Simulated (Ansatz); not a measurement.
# CH8Si2 (SMILES [SiH3]C[SiH3]): the electronic atomisation energy, rung by rung

CH8Si2 has 11 atoms, charge 0, and is taken as a singlet. SMILES: `[SiH3]C[SiH3]`. The coordinates come from a PBE0-D4/def2-TZVP relaxation.

Each level gives the electronic atomisation energy (eV). The values are calculated. Electronic energies at fixed atoms, without zero-point motion or spin-orbit coupling.

```json
{"level": "PBE/def2-SVP", "kind": "GGA", "program": "Ansatz", "value (eV)": "35.73", "CPU time (all runs)": "2.8 s"}
{"level": "r2SCAN/def2-SVP", "kind": "meta-GGA", "program": "Ansatz", "value (eV)": "36.14", "CPU time (all runs)": "5.4 s"}
{"level": "r2SCAN0/def2-SVP", "kind": "hybrid meta-GGA", "program": "Ansatz", "value (eV)": "36.01", "CPU time (all runs)": "5.2 s"}
{"level": "CAM-B3LYP/def2-SVP", "kind": "range-separated hybrid", "program": "Ansatz", "value (eV)": "36.16", "CPU time (all runs)": "3.4 s"}
{"level": "wB97X/def2-SVP", "kind": "range-separated hybrid", "program": "Ansatz", "value (eV)": "36.29", "CPU time (all runs)": "11 s"}
{"level": "PBE-QIDH/def2-SVP", "kind": "double hybrid", "program": "Ansatz", "value (eV)": "35.49", "CPU time (all runs)": "3.8 s"}
{"level": "RPA@PBE/def2-SVP", "kind": "RPA", "program": "Ansatz", "value (eV)": "33.77", "CPU time (all runs)": "4.6 s"}
{"level": "CCSD/def2-SVP", "kind": "coupled cluster or CI", "program": "Ansatz", "value (eV)": "34.20", "CPU time (all runs)": "4.6 s"}
```

The values span 33.77 to 36.29 eV. Times are those of the runs behind each value, whatever else they computed, on shared processors of several kinds: orders of magnitude only.

The values divide according to how correlation enters. Every functional that takes it from the density alone gives 35.73 eV or more, while the three levels that draw on virtual orbitals give less, from 35.49 eV for the double hybrid down to 33.77 eV for RPA. Atomisation breaks only σ bonds, mostly Si–H, and unpairs the electrons in them, so the molecule has more pair correlation to lose than the free atoms. A small basis describes the close approach of two electrons poorly, which probably accounts for much of the lower binding at these three levels, with the missing connected triples adding to it in CCSD and RPA's own tendency to underbind adding to it there.

CCSD is therefore no benchmark here, and its distance from a functional does not measure that functional's error. Nor does the closeness of r2SCAN and CAM-B3LYP, at 36.14 and 36.16 eV, establish accuracy. The totals also leave open how the binding is shared among the Si–H, C–H and Si–C bonds.
